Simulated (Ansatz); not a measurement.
**Ligand exchange: C2H5ClSi + C3H10Si → C2H8Si2 + C3H7Cl**

Species: C2H5ClSi `C=C[SiH2]Cl`, singlet; C3H10Si `CC(C)[SiH3]`, singlet; C2H8Si2 `C=C[SiH2][SiH3]`, singlet; C3H7Cl (2-chloropropane) `CC(C)Cl`, singlet. The partners trade Cl for SiH3: Si–Cl and C–SiH3 bonds give way to Si–SiH3 and C–Cl.

Shapes, held fixed at every level: PBE0-D4/def2-TZVP. Flexible molecules stand in one conformer, not always the lowest. Programs: Ansatz 0.2.0. The zero-point and thermal change to 298 K, harmonic and unscaled (PBE0-D4/def2-TZVP), is -1.1 kJ/mol.

```
               level                    kind  ΔH(298 K) (kJ/mol)  less CCSD(T)/CBS estimate
    SPW92/def2-TZVPP                     LDA              +111.4                      -17.6
  PBE0-D4/def2-TZVPP           global hybrid              +119.1                       -9.9
  wB97X-V/def2-TZVPP  range-separated hybrid              +126.0                       -3.0
   B2PLYP/def2-TZVPP           double hybrid              +128.8                       -0.2
        MP2/def2-SVP     perturbation theory              +131.6                       +2.6
       CCSD/def2-SVP   coupled cluster or CI              +123.6                       -5.4
     CCSD/def2-TZVPP   coupled cluster or CI              +129.7                       +0.7
CCSD(T)/CBS estimate   coupled cluster or CI              +129.0                        0.0
```

The highest level, CCSD(T)/CBS estimate, gives ΔH(298 K) = +129.0 kJ/mol; the levels span +111.4 to +131.6. The column of differences is taken from that level and isn't an error. No measured value is set beside it here. The CBS estimate extrapolates MP2 from def2-TZVPP and def2-QZVPP and adds CCSD(T) − MP2 in the triple-zeta set, cores frozen.

The exchange is strongly endothermic at every level, so enthalpy favours keeping chlorine on silicon and the silyl group on carbon. The main reason is the strength of the Si–Cl bond: silicon is more electropositive than carbon, which gives the bond a large ionic contribution, and donation from the chlorine lone pairs into silicon-centred σ* orbitals probably adds a little. The C–Cl bond formed in its place is less polar and weaker. Replacing C–Si by Si–Si adds to the cost, since the diffuse silicon valence orbitals overlap less effectively with each other than with those of carbon.

The thermal term is small, so the preference is essentially electronic. CCSD moves upward with the larger basis, which suggests that the closeness of MP2/def2-SVP to the highest level owes something to cancellation between basis-set and correlation errors. The spread among methods affects the size of the penalty, not its sign. The total alone doesn't separate the halogen contribution from the silyl one.
